## Examination question: two kinds of electron in europium

The table lists energy levels of ferromagnetic europium metal, computed with a semilocal density functional and spin–orbit coupling. Each row is one k-point, which fixes how the phase of an electron wave changes from atom to atom. |k| is the distance of that point from the nearest reciprocal lattice point. Energies are counted from the Fermi level, where filling ends, and "level 1 below" and "level 1 above" are the nearest levels on either side. Answer the seven questions, using mainly the rows Gamma, P and H.

Kohn–Sham levels of ferromagnetic bcc europium at its relaxed volume (41.50 Å³ per atom), relative to the Fermi level, with degenerate levels repeated. Computed with Ansatz 0.2.0 using PBE with spin–orbit coupling, plane-wave PAW, a 420 eV cutoff, a 14 × 14 × 14 k-point mesh and Gaussian smearing of 0.05 eV; the magnetisation is along [001].

| k-point | k in reciprocal vectors | ∣k∣ (1/Å) | level 6 below (eV) | level 5 below (eV) | level 4 below (eV) | level 3 below (eV) | level 2 below (eV) | level 1 below (eV) | level 1 above (eV) | level 2 above (eV) | level 3 above (eV) |
| --- | --- | --- | --- | --- | --- | --- | --- | --- | --- | --- | --- |
| Gamma | 0 0 0 | 0.000 | -0.69 | -0.62 | -0.41 | -0.41 | -0.27 | -0.20 | 1.78 | 1.83 | 1.88 |
| N | 0 0 0.5 | 1.019 | -0.67 | -0.62 | -0.43 | -0.40 | -0.27 | -0.22 | 0.42 | 0.88 | 1.30 |
| P | 0.25 0.25 0.25 | 1.247 | -0.56 | -0.51 | -0.37 | -0.31 | -0.25 | 0.00 | 0.06 | 0.17 | 0.82 |
| H | 0.5 -0.5 0.5 | 1.440 | -0.53 | -0.37 | -0.37 | -0.33 | -0.28 | -0.20 | 3.72 | 3.78 | 3.80 |
| midway | 0 0 0.25 | 0.509 | -0.68 | -0.63 | -0.45 | -0.43 | -0.31 | -0.22 | 1.07 | 1.11 | 1.74 |
| midway | 0.125 0.125 0.125 | 0.624 | -0.69 | -0.60 | -0.47 | -0.41 | -0.32 | -0.23 | 0.68 | 0.71 | 1.39 |
| midway | 0.25 -0.25 0.25 | 0.720 | -0.69 | -0.65 | -0.49 | -0.47 | -0.31 | -0.24 | 0.81 | 1.23 | 1.95 |
| midway | 0.125 0.125 0.375 | 1.080 | -0.60 | -0.43 | -0.39 | -0.28 | -0.24 | -0.20 | 0.21 | 0.52 | 0.99 |
| midway | 0.25 -0.25 0.5 | 1.139 | -0.51 | -0.47 | -0.29 | -0.27 | -0.05 | -0.04 | 0.46 | 1.88 | 2.06 |
| midway | 0.375 -0.125 0.375 | 1.194 | -0.58 | -0.45 | -0.39 | -0.26 | -0.08 | 0.00 | 0.38 | 0.54 | 0.64 |

### 1. Which responds more to the k-point, level 6 below or level 1 above? Why?

Level 1 above responds far more. It lies at 1.78 eV at Gamma, at 0.06 eV at P and at 3.72 eV at H. Level 6 below stays within a window of 0.18 eV over all ten points.

The reason is overlap between atoms. A crystal state can be pictured as an atomic orbital repeated on every atom, with a phase set by k. At Gamma an atom's eight nearest neighbours are in phase with it, at H all eight are in opposite phase, and at P their contributions cancel for an s orbital. An electron notices this only if its orbital reaches the neighbours, which are 3.78 Å away. The 4f orbitals are compact and hardly do so, whereas the 5d and 6s orbitals overlap strongly.

*On the reasoning.* The columns rank levels by energy and don't follow one band. At H the nearest empty level may even be a 4f level of the opposite spin, but without H level 1 above still ranges over 1.72 eV. The firm observation is therefore that a tightly packed group stays just below the Fermi level at every point. That the group is mainly 4f follows from the chemistry of europium, and the calculation supports it with 6.84 electrons in the 4f shell.

### 2. At Gamma the nearest levels below and above are 1.98 eV apart. Is this metal a semiconductor?

No. That spacing belongs to one k-point. At P the corresponding spacing is only 0.06 eV, and a band gap must separate filled from empty states across the whole zone.

Counting electrons shows what happens. The calculation treats 17 electrons per atom, and in this ferromagnet each band holds one of them. Seventeen full bands would make an insulator if the eighteenth began above the top of the seventeenth. In the same calculation it begins 0.42 eV below that top. Electrons therefore spill from the seventeenth band in one part of the zone into the eighteenth in another, which leaves both partly filled and the material metallic.

*On the reasoning.* A large spacing at a symmetric point is easily mistaken for a gap. The test is to compare the highest filled level anywhere with the lowest empty level anywhere, even if they belong to different k-points.

### 3. Are the conduction electrons nearly free? Test this at Gamma.

Suppose that each atom gives two electrons to a gas that doesn't feel the ions. The volume per atom is 41.5 Å³, so the density is n = 2/41.5 = 0.048 per Å³. The gas fills all waves up to k_F = (3π²n)^(1/3) ≈ 1.13 Å⁻¹. A free electron has the energy ħ²k²/2m, which is about 3.8 eV Å² times k². The Fermi level then lies about 4.8 eV above the bottom of the band.

The second free level at Gamma comes from the shortest reciprocal lattice vector. N lies halfway along it, so its length is 2 × 1.019 ≈ 2.04 Å⁻¹. The corresponding energy is about 16 eV above the bottom, or 11 eV above the Fermi level. The table has its first empty level at 1.78 eV, so the free-electron estimate is about 9 eV too high.

The model fails because it knows only one way to make a new state, which is to shorten the wavelength at a high cost in kinetic energy. An atom offers another way: a 5d orbital, whose energy is close to that of 6s. The calculation assigns about 1.5 electrons to 5d and 0.75 to 6s. Such a division depends somewhat on how space is shared out between orbitals, but it leaves no doubt that d character is substantial.

*On the reasoning.* At H the same model gives 3.07 eV for its lowest level, against 3.72 eV in the table. This rough agreement shouldn't rescue it. The table gives only the lowest empty level at H, and conduction levels may already lie below the Fermi level there. Empty 4f states of the opposite spin may also lie near 3.72 eV, and a match in energy doesn't establish a match in character.

### 4. Two levels at Gamma both read −0.41 eV. Are they a Kramers pair?

No. Kramers pairs rest on time-reversal symmetry. Reversing time also reverses every spin, and in a ferromagnet this turns the magnetisation round and gives a different state. The symmetry is broken, and so is the pairing it would enforce.

*On the reasoning.* The neighbouring levels at Gamma, such as −0.27 and −0.20 eV, are visibly single. Two entries that agree to 0.01 eV may still differ in the next digit, so their agreement needs no special cause.

### 5. Why do the 4f levels at Gamma spread over about half an electronvolt, if 4f orbitals hardly overlap?

Much of the spread can arise inside each atom. An electron that circulates about the nucleus has an orbital moment, and spin–orbit coupling makes its energy depend on how that moment lies relative to the spin. In europium the seven 4f electrons have parallel spins, and turning one over costs several electronvolts. The spin direction is therefore practically fixed, and only the orbital part can vary.

Let m be the orbital angular momentum along the magnetisation, in units of ħ. For an f electron it runs from −3 to 3. With the spin fixed at ½, the coupling energy becomes ζm/2, where ζ is the spin–orbit constant of the shell. This is a ladder of seven evenly spaced rungs. With a rough recalled ζ of 0.16 eV for europium 4f, each step is 0.08 eV and the whole ladder spans 0.48 eV.

The six 4f levels nearest the Fermi level should span five steps, or 0.40 eV. At Gamma the six levels below span 0.49 eV. The size is right, but the steps are uneven: one is 0.21 eV, while another is zero to the printed digits. A pure ladder can't do that. The likely further cause is the cubic surroundings, which favour some orbital shapes over others and mix the rungs.

*On the reasoning.* Gamma suits this test because its conduction levels are expected to lie well away from the 4f group: the s states near the bottom of the band and the d states above the Fermi level. At other points conduction levels can slip in among the six. The estimate shows that spin–orbit coupling is strong enough to matter, but it doesn't divide the spread between the two causes.

### 6. What would happen to the three levels above the Fermi level at Gamma if spin–orbit coupling were switched off?

They should merge into one threefold level near 1.83 eV. They now lie at 1.78, 1.83 and 1.88 eV, evenly spaced within the printed precision. This is the ladder of question 5 in its shortest form.

A cubic crystal sorts the five d orbitals into a group of three and a group of two. The group of three behaves as if its orbital angular momentum were one, so m takes the values −1, 0 and 1. With the spin fixed, this gives three rungs separated by ζ/2. The steps of 0.05 eV correspond to a 5d constant of about 0.1 eV, a reasonable size for a heavy atom. Without the coupling, the magnetisation no longer singles out a direction for the orbitals, and cubic symmetry makes the three equal again.

The 4f group would narrow but wouldn't collapse to one energy. Cubic symmetry sorts seven f orbitals into one single level and two threefold ones, and these may still differ.

*On the reasoning.* The d character of the three levels is inferred from their even spacing and the failure of free electrons at this point. Their number is no evidence, because the table stops at the third level above and a fourth could lie close by. A second calculation without spin–orbit coupling would test the prediction directly.

### 7. Which digits and which conclusions can be trusted?

Close to the Fermi level, the columns "below" and "above" shouldn't be read as full and empty. The calculation blurs the filling over a width of 0.05 eV. At P the level at 0.00 eV is about half filled, and the one at 0.06 eV lies only slightly beyond the blur. A small change in the Fermi level could move either to the other side. The spacing of 1.98 eV at Gamma is safe from this particular uncertainty.

A larger error concerns the position of the whole 4f group. The six levels below at Gamma have a mean of −0.43 eV, whereas photoemission finds the 4f electrons at roughly 2 eV below the Fermi level, a recalled value. The group is thus too shallow by about 1.6 eV. A semilocal functional lets an electron repel part of its own charge, and this error is worst for a compact orbital. A Hubbard correction on the 4f shell would push the filled levels down and disturb the broad conduction bands much less.

The model of the crystal has limits too. The edge of the relaxed cell is roughly 5% shorter than the measured one, by a recalled value, which tends to widen the conduction bands. Real europium also orders as a spin helix at low temperature, not as the ferromagnet computed here.

Even within this model, the 4f electrons may not have reached their lowest state. Calculations with open f shells can settle in a higher one without a warning, and no search for a lower state was made here. The order and spacing of the 4f levels could change if one exists.

These errors decide which conclusions survive. The contrast between compact and widely spread orbitals does, and so does the atomic origin of the spin–orbit ladder. The closeness of the 4f levels to the Fermi level does not, nor does any mixing with conduction states that results from it. Someone who wants to explain conductivity or surface reactions shouldn't build on 4f electrons at −0.2 eV.

*On the reasoning.* Two printed decimals describe how finely the levels are written, not how near they are to nature. Differences within one group are less exposed to the self-repulsion error, though false mixing with conduction states can shift them too. The position of one group relative to another can be wrong by more than an electronvolt. Before using a level, ask which of these two kinds of difference the argument needs.
